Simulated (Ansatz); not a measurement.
# GdO: pressure against volume scale

All results are calculated (Ansatz 0.2.0). Free energy against uniform scaling of the volume at fixed shape and fractions; periodic cell, basis, potentials, k mesh and filling as listed.

The cell before it is scaled or strained (space group F-43m, No. 216):
```
cell vectors (Å)
   0.0000     2.7000     2.7000
   2.7000     0.0000     2.7000
   2.7000     2.7000     0.0000
atoms (fractions of the cell vectors)
Gd  0.00000  0.00000  0.00000
O   0.25000  0.25000  0.25000
```

Settings of every row: functional RPBE; dispersion none; accuracy low; potentials PAW; wave cutoff 420 eV; density cutoff 1680 eV; k mesh 9x9x9; k shift 0x0x0; occupations cold; smearing width 0.15 eV; spin collinear; SCF threshold exponent -5.

Limits: coarse k mesh, up to 40 meV an atom off; loose SCF threshold; state may not be the lowest; stress loosely converged; with one magnetic atom in the cell only parallel moments are possible.

| row | volume scale | V (Å³/atom) | pressure (GPa) | energy above lowest point (meV/atom) |
| --- | --- | --- | --- | --- |
| 1 | 0.88 | 17.321 | 18.02 | 136.5 |
| 2 | 0.92 | 18.108 | 11.56 | 64.3 |
| 3 | 0.96 | 18.896 | 6.31 | 20.9 |
| 4 | 1 | 19.683 | 2 | 0.9 |
| 5 | 1.04 | 20.47 | ? | ? |
| 6 | 1.08 | 21.258 | -4.35 | 14.6 |
| 7 | 1.12 | 22.045 | -6.65 | 41.9 |

Question: what pressure should row 5 give?

Worked fit of pressure. Take u = (V_r/V)^(2/3) − 1 with V_r = 19.29 Å³ an atom, which is twice the finite (Eulerian) strain; such expansions in the strain, on which the Birch-Murnaghan equation of state is built, carry the rest volume and the bulk modulus. The shown rows have u = 0.07442, 0.04306, 0.01385, -0.01336, -0.06271, -0.08515. Least squares give pressure = 4.04 + 157.64 × u + 392.1 × u² + 181 × u³ GPa; a parabola predicts inner rows, each left out in turn, worse (root mean square 0.028 against 0.015 GPa). The rows lie off it by 0.00, -0.01, 0.01, 0.00, 0.00, 0.00. The withheld row has u = -0.03881, so the fit gives 4.04 + 157.64 × (-0.03881) + 392.1 × (-0.03881)² + 181 × (-0.03881)³ = -1.50 GPa.

The calculation gave -1.51 GPa. The fit lies 0.01 GPa (0.041 % of the column's range) above it, one unit of the last digit.

The other values of row 5: energy above lowest point 0 meV/atom.
